**Examination question: counting the vibrations of silicon by hand**

Silicon in the diamond structure has two atoms per primitive cell and a cubic edge a = 5.470 Å. A PBE linear-response calculation gives its phonon density of states as a histogram. The bin centre is a wavenumber ω in cm⁻¹, each bin is Δ = 10 cm⁻¹ wide, and the phonon mode share is the percentage of all lattice vibrations that fall in the bin. The rows are 20 cm⁻¹ apart, so they sample every second bin.

Phonon density of states of diamond-structure silicon (2-atom cell), computed with Ansatz 0.2.0: scalar-relativistic PBE, plane waves and PAW, 420 eV cutoff, 12x12x12 k mesh, fixed occupations. Linear-response phonons on a 4x4x4 q mesh are interpolated through the force constants; each share is the percentage of all modes in a bin 10 cm⁻¹ wide.

| bin centre (cm^-1) | phonon mode share (%) |
| --- | --- |
| 5 | 0.000 |
| 25 | 0.030 |
| 45 | 0.100 |
| 65 | 0.250 |
| 85 | 0.520 |
| 105 | 1.210 |
| 125 | 2.860 |
| 145 | 4.140 |
| 165 | 3.340 |
| 185 | 2.690 |
| 205 | 2.320 |
| 225 | 0.320 |
| 245 | 0.440 |
| 265 | 0.620 |
| 285 | 0.900 |
| 305 | 1.350 |
| 325 | 2.690 |
| 345 | 1.080 |
| 365 | 1.610 |
| 385 | 1.840 |
| 405 | 1.670 |
| 425 | 1.320 |
| 445 | 4.080 |
| 465 | 9.740 |
| 485 | 2.710 |
| 505 | 0.120 |

The wavevector q is measured in units of 2π/a. The zone boundary lies at q = 1 along [100] (point X) and at q = 0.866 along [111] (point L). The same calculation gives these acoustic frequencies in cm⁻¹, half way to the boundary and at it (TA transverse, twofold; LA longitudinal):

- TA [100]: 126.67 and 146.36; TA [111]: 94.70 and 111.22
- LA [100]: 235.37 and 400.77; LA [111]: 225.06 and 369.98
- highest TA value on the stretch of the computed band path used here 212.3; lowest transverse optical (TO) value on it 445.7; lower end of the longitudinal optical (LO) range 344.56; optical frequency at q = 0, 502.62

(a) Derive a rule that turns a dispersion ω(q) into a share per bin. (b) Choose a two-parameter form for an acoustic branch and fix its parameters. (c) Work out what the rule gives for the shares at 85 and 265 cm⁻¹ and compare with the table. (d) State how accurate the rule is over the table and where it stops being usable.

**Model answer**

*(a) Counting in spheres.* Two atoms have six degrees of freedom, so there are six branches, and each holds 100/6 = 16.67 % of the modes. Allowed wavevectors fill the Brillouin zone evenly. The primitive cell has volume a³/4, so the zone has volume 4 in units of (2π/a)³. If a branch is treated as the same in all directions, the modes below ω fill a sphere of radius q(ω), which is the fraction (4π/3)q³/4 = (π/3)q³ of the branch.

For a bin with edges ω₁ and ω₂ this gives, per branch,

share = (100/6)(π/3)[q(ω₂)³ − q(ω₁)³] = 17.45 % × [q₂³ − q₁³].

For a narrow bin the same expression reads (100/6)·πq²Δ/(dω/dq). The share is large when the shell is big and when the branch is flat, because a flat branch packs a thick shell of wavevectors into one bin. A straight branch ω = sq, with slope s, gives a share proportional to ω²/s³, which is Debye's law.

*(b) The shape of a branch.* The simpler system to borrow from is the monatomic chain of equal masses joined by nearest-neighbour springs. Its dispersion is a sine: straight at long wavelength, where it describes sound, and flat at the zone boundary, where neighbours move against each other in a standing wave. Written with slope s and ceiling ω_m,

ω = ω_m sin(sq/ω_m), so q(ω) = (ω_m/s) arcsin(ω/ω_m).

The analogy has a clear boundary. In the chain the ceiling is reached exactly at the zone edge, so s and ω_m are one parameter. The TA branch of silicon along [100] reaches its ceiling early, at q = πω_m/2s ≈ 0.75, and stays flat to X, which nearest-neighbour springs on a line do not produce. The two parameters are therefore set independently for TA. The chain also has a single direction, whereas the crystal has a different slope and ceiling in each.

For TA the boundary frequency is taken as the ceiling and the half-way frequency fixes the slope:

- [100]: s = 146.36 × arcsin(126.67/146.36)/0.5 = 306
- [111]: s = 111.22 × arcsin(94.70/111.22)/0.433 = 262
- means: s_T = 284 cm⁻¹ per unit of q, ω_m = 128.8 cm⁻¹

With the [100] pair, a sine held at its ceiling follows the eight computed TA points from the zone centre to X within 1.1 cm⁻¹, two of the eight being the inputs.

The LA branch has no long flat stretch before the boundary (it reaches X with a slope and levels off only close to L), so its slope comes from the double-angle formula. With θ the phase at the half-way point, cos θ = ω(boundary)/2ω(half), ω_m = ω(half)/sin θ and s = ω_mθ/q. This gives 496 along [100] and 553 along [111], with mean s_L = 524. For the ceiling the chain's own rule is used on a sphere that holds exactly one branch:

(π/3)q_D³ = 1, q_D = 0.985, ω_m = 2s_L q_D/π = 328.7 cm⁻¹.

Modes that a growing sphere does not describe are treated as boxes, spread evenly over their range. The TA modes not yet counted at the L frequency go between there and the highest TA value. One LO branch and two TO branches go between their lower ends and the optical top.

*(c) The bin at 85 cm⁻¹* has edges 80 and 90 and receives two TA branches and one LA branch.

- TA: ω_m/s = 128.8/284 = 0.4535; arcsin(80/128.8) = 0.670 and arcsin(90/128.8) = 0.774, so q = 0.304 and 0.351
- cubes 0.0281 and 0.0432, difference 0.0151; two branches give 2 × 17.45 × 0.0151 = 0.53 %
- LA: q = 0.154 and 0.174, difference of cubes 0.0016, share 0.028 %
- sum with unrounded figures 0.556 %, against 0.520 % in the table

The estimate is 7 % high relative to the table value. About 95 % of it (0.528 of 0.556) is transverse, because the share goes as 1/s³, the slow branches come in a pair, and they already bend at this frequency.

*The bin at 265 cm⁻¹* lies above the end of the TA branches and below the optical ones, so LA alone contributes.

- ω_m/s = 2q_D/π = 0.6269, to be multiplied by arcsin(260/328.7) and by arcsin(270/328.7)
- q = 0.572 and 0.604; difference of cubes, taken with unrounded q, 0.0335
- share 17.45 × 0.0335 = 0.585 %, against 0.620 % in the table, 6 % low

*(d) Accuracy and range.* The rule works in two windows, both on the rising part of a sine. From 25 to 105 cm⁻¹ it is high in every row (at 25 by no more than the rounding of the table), with a median error of 7 % of the table value, and from 225 to 305 cm⁻¹ the median is 5 %. The worst error in each window is 11 %. In these ranges a surface of constant frequency is still a closed shell inside the zone, as far as the sampled points on the zone boundary show.

In the TA box, from 125 to 205 cm⁻¹, the rule gives about 3 % per bin throughout, the right level without the shape. It is 27 % low at the hump at 145 and 36 % high at 205. The hump coincides with the flat stretch of TA before X in the computed bands, and a box has no way of placing it.

From 325 cm⁻¹ upward the rule is no estimate of single bins. It overshoots at 325 by more than a factor of two, 6.3 against 2.69 %, and is low by 20 to 47 % in every row from 345 to 425. Two faults add up here. The sphere uses up the whole LA branch at its ceiling, whereas the calculation has LA modes up to 370 at L and 401 at X, so the rule piles below its ceiling what really lies above it. This cannot explain the rows at 405 and 425, which lie almost wholly above the LA branch. There the even LO box is at fault: the computed LO frequency is 399.24 cm⁻¹ at L, 400.77 at X and 408.88 at q = 0.707 along [110], so the branch bunches in the lower half of its range.

The optical boxes give 6.9 % at both 465 and 485, where the table has 9.74 and 2.71 %. At 505 the rule is about fifteen times too high. The reason is standard: the optical branches have a parabolic maximum at q = 0, the shell around that point shrinks to nothing, and the density falls to zero as the square root of the distance from the top. The highest frequency of the spectrum thus carries very few modes, the reverse of the chain, whose density diverges at its top because in one dimension the shell around the maximum is just two points and does not shrink.

**Remarks on the reasoning**

*Bending cannot be left out once ω passes about half the ceiling.* An answer that stops at Debye's law with the same slopes matches the rows at 25 and 45 to within their rounding but gives 0.357 % at 85, which is 31 % low, and it is 55 % low at 105. The table shows the change without any model, since the share grows roughly as the square of frequency between 25 and 45 and as the fourth power between 85 and 105. The lower power is only loosely fixed. The printed shares give 2.05, but their rounding to 0.01 % allows anything from 1.7 to 2.4, so the near-perfect agreement with Debye's 2 is an accident of rounding. Theory assigns the excess to the factor 1/(dω/dq), with dω/dq = s√(1 − ω²/ω_m²), and to the larger shell that a bent branch needs to reach a given frequency. The computed TA frequencies show that bending directly.

*The misses are real, and rounding blurs only the lowest rows.* The histogram is not a raw count of the 48,000 modes on the sampling mesh. The recorded density rises smoothly and fills bins below the lowest nonzero frequency of that mesh, so the misses cannot be put down to modes arriving in symmetry groups. The rule is 7 % high at 85 and 6 % low at 265, both well outside the rounding of 0.005 %, and it is also too high at 45, 65 and 105 by more than rounding. This is a small systematic bias of the rule. At 25 the rounding amounts to a sixth of the share, and the row cannot tell the rule from Debye's law. At 65 Debye's law is already 16 % low, which rounding does not explain. The zero at 5 is itself a product of rounding and no gap: the recorded share is close to the rule's 0.002 %, too small to survive rounding to 0.01 %.

*The ceilings were chosen with the table in view.* The slopes and the TA ceiling come from frequencies alone, but TA and LA use different recipes, and the alternatives tried for each fail. The sphere recipe gives TA a ceiling of 178 cm⁻¹ and a share 37 % low at 105, which is expected for a branch that flattens early. For LA, the mean of the two ceilings that the double-angle formula gives along [100] and [111] (the two-direction form) is 422 cm⁻¹, and it makes the shares 24 to 55 % low across the window. Both worked rows lie in the windows that decided the choice, so they illustrate the rule and are no independent test of it.

*The LA ceiling is an effective number.* A least-squares fit of the logarithm of the share over the five rows from 225 to 305, with the slope held at 524, returns 330 cm⁻¹, next to the sphere value, and the row at 265 is one of the five. No real LA maximum sits there along [100] or [111]. A likely reason why so low a ceiling works is that other directions are softer. At q = 0.707 along [110] the calculation has 277 cm⁻¹, where the two-direction form gives 325. At the zone corner W, which lies farther out than X or L, LA meets LO at only 344.56 cm⁻¹, below the LA values at both. Most of the zone lies off the two axes, so a ceiling taken from the axes alone comes out too high. That the spike at 325 falls beside the ceiling may mean that the branch flattens there in some part of the zone, but which critical point causes it is untested.

*Counts over whole ranges are safer than single bins.* Doubling the rows below 215 cm⁻¹ gives 34.9 %, equal to the rule's count of two TA branches plus the low end of LA. This identifies the drop between 205 and 225 as the end of the TA branches and not as a gap, and the LA branch runs smoothly through it. Above 435 the doubled rows give 33.3 % against 40.5 % from the rule. Both sides contribute to this gap. The even LO box places too much of that branch high in its range, and doubling is crude where peaks are as narrow as a bin: all rows doubled give 95.9 % instead of 100 %. The true maximum may also lie beside 465 rather than at it.

*What is tested is the counting, not the level of theory.* The input frequencies and the histogram come from the same force constants, so an error in those cancels in the comparison. In the calculation the crystal is a closed-shell semiconductor with a gap of 0.61 eV on the k mesh, where a band crossing between the sampled points could be missed, and it has no imaginary modes on the q mesh. On that evidence the rows describe one stable state in the harmonic approximation. PBE is known to give silicon too large a cell and soft modes, so the measured optical top is expected somewhat above the computed one. The fine structure and the long-wavelength slopes are interpolated from a coarse q mesh and have not been checked against a denser one.

*Carrying the rule over.* In the Debye range the share goes as 1/s³, so a slope that is 3 % off shifts the estimate by about 9 %, as large as the rule's own error. Slopes are tied to sound speeds by v = c·s·a, with c the speed of light, and the mean TA slope corresponds to 4.7 km/s. This is the slope of a sine fixed half way to the boundary on a coarse mesh, so it should not be taken for a measured speed of sound. If every frequency of the lattice is multiplied by a factor λ, as a change of atomic mass M does with λ ∝ 1/√M at fixed force constants, each feature moves to λω and the share per bin of fixed width is divided by λ. A softer or heavier lattice of the same structure therefore leaves the ω² range earlier and has taller bins, while the 16.67 % per branch stays fixed.
